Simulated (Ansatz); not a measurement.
SrMg: energy above lowest point against volume scale

All results are calculated (Ansatz 0.2.0). Free energy against uniform scaling of the volume at fixed shape and fractions; periodic cell, basis, potentials, k mesh and filling as listed.

The cell before it is scaled or strained (space group R-3m, No. 166):
```
SrMg
1.0
      2.0486     1.1828     5.5408
     -2.0486     1.1828     5.5408
      0.0000    -2.3655     5.5408
Sr Mg
1 1
Direct
  0.50000 0.50000 0.50000
  0.00000 0.00000 0.00000
```

Settings of every row: functional PBEsol; dispersion none; potentials PAW; wave cutoff 470 eV; density cutoff 1880 eV; k mesh 8x8x8; k shift 0x0x0; occupations fermi dirac; smearing width 0.15 eV; spin none.

Limits: coarse k mesh, up to 40 meV an atom off; the cell comes from a prototype or a list of computed structures and needn't be the stable phase.

```
row  volume scale  V (Å³/atom)  energy above lowest point (meV/atom)
  1        0.9406       37.884                                     0
  2        0.9703        39.08                                     ?
  3             1       40.276                                   4.5
  4        1.0297       41.473                                  11.9
  5        1.0594       42.669                                    22
```

Question: what energy above lowest point should row 2 give?

Worked fit of energy above lowest point. Take u = (V_r/V)^(2/3) − 1 with V_r = 40.874 Å³ an atom, which is twice the finite (Eulerian) strain; such expansions in the strain, on which the Birch-Murnaghan equation of state is built, carry the rest volume and the bulk modulus. The shown rows have u = 0.05195, 0.00987, -0.00965, -0.02825. Least squares give energy above lowest point = 7.82 − 378.3 × u + 4384 × u² meV/atom; a straight line predicts inner rows, each left out in turn, worse (root mean square 4.3 against 0.04 meV/atom). All shown rows lie on it to the printed digit. Its lowest point lies at u = 0.0431, or V = 38.36 Å³ an atom, and the curvature there gives the bulk modulus at fixed shape and fractions, B = (4/9)(1 + u)² E″(u)/V = 17.7 GPa. Letting shape and atoms relax would as a rule lower it, by much in layered, chain or molecular crystals. The withheld row has u = 0.03037, so the fit gives 7.82 − 378.3 × (0.03037) + 4384 × (0.03037)² = 0.4 meV/atom.

The calculation gave 0.4 meV/atom. The fit meets it to the printed digit.
